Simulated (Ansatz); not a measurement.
How methods differ on SbH2Cl (SMILES [H][Sb]([H])[Cl])

SbH2Cl: 4 atoms, total charge 0, spin state singlet. As SMILES, `[H][Sb]([H])[Cl]`. Geometry: a GFN2-xTB relaxation, a rough one for these elements and not checked as a minimum.

```xyz
4

Sb    0.0579    0.1138    0.8142
H     1.4517    0.1209   -0.1639
H    -0.5700    1.3384   -0.1883
Cl   -0.9396   -1.5731   -0.4620
```

Quantity: the energy change with the Sb1–H3 bond stretched from 1.703 to 4.256 Å, in eV. The values are calculated.

```tsv
level	kind	program	value (eV)	less FCI/STO-3G	CPU time (all runs)
HF/STO-3G (restricted)	Hartree–Fock	Ansatz	8.94	+5.34	0.91 s
BLYP/STO-3G (restricted)	GGA	Ansatz	5.47	+1.87	5.4 s
r2SCAN/STO-3G (restricted)	meta-GGA	Ansatz	6.01	+2.41	16 s
B3LYP/STO-3G (restricted)	global hybrid	Ansatz	6.25	+2.65	4.3 s
CAM-B3LYP/STO-3G (restricted)	range-separated hybrid	Ansatz	7.20	+3.60	4.7 s
RPA@PBE/STO-3G (restricted)	RPA	Ansatz	4.52	+0.92	7.7 s
BCCD(T)/STO-3G (restricted)	coupled cluster or CI	Ansatz	3.57	-0.03	1.3 s
CCSD(T)/STO-3G (restricted)	coupled cluster or CI	Ansatz	3.57	-0.03	1.3 s
CCSDT/STO-3G (restricted)	coupled cluster or CI	Ansatz	3.60	0.00	1.6 s
FCI/STO-3G	exact in the basis	Ansatz	3.60	0.00	2.3 s
```

FCI/STO-3G is exact within its basis and frozen core, so for wave-function methods in that basis the difference is their error; functionals converge differently with the basis, so for them it is only a difference. Spin-restricted single references rise too steeply as a bond breaks, Hartree–Fock most of all. Perturbation and coupled-cluster corrections on them can overshoot downwards. All-electron rows without a relativistic Hamiltonian named are non-relativistic. The first shape isn't each level's own minimum. The values span 3.57 to 8.94 eV. All rows use very small basis sets, so even the best lies far from the true value. In the correlated wave-function rows the outer d shell of Sb is correlated, in sets not made for it. CPU times are rough (shared hosts, several kinds of processor): they show what a rung costs within a factor of a few.

The spread mainly reflects how each method treats left-right correlation in a single Sb–H bond. As the σ and σ* orbitals approach degeneracy, the singlet needs both the σ² and σ*² configurations to put one electron on each fragment. A closed-shell determinant instead keeps ionic terms with both electrons on the same side, which explains the 8.94 eV from Hartree–Fock. Semilocal exchange mimics part of the missing correlation, whereas exact exchange removes that compensation, so both hybrids lie above BLYP and r2SCAN. RPA comes closer, at 4.52 eV, but still lies above FCI.

Coupled cluster does well because the double excitation that dominates the separation of one electron pair is treated explicitly. BCCD(T) and CCSD(T) give the same 3.57 eV, so the choice of orbitals hardly matters here; the small remaining deviation probably comes from the perturbative triples, since full CCSDT matches FCI to the printed precision. Agreement between these two geometries does not establish equal accuracy along the curve between them.
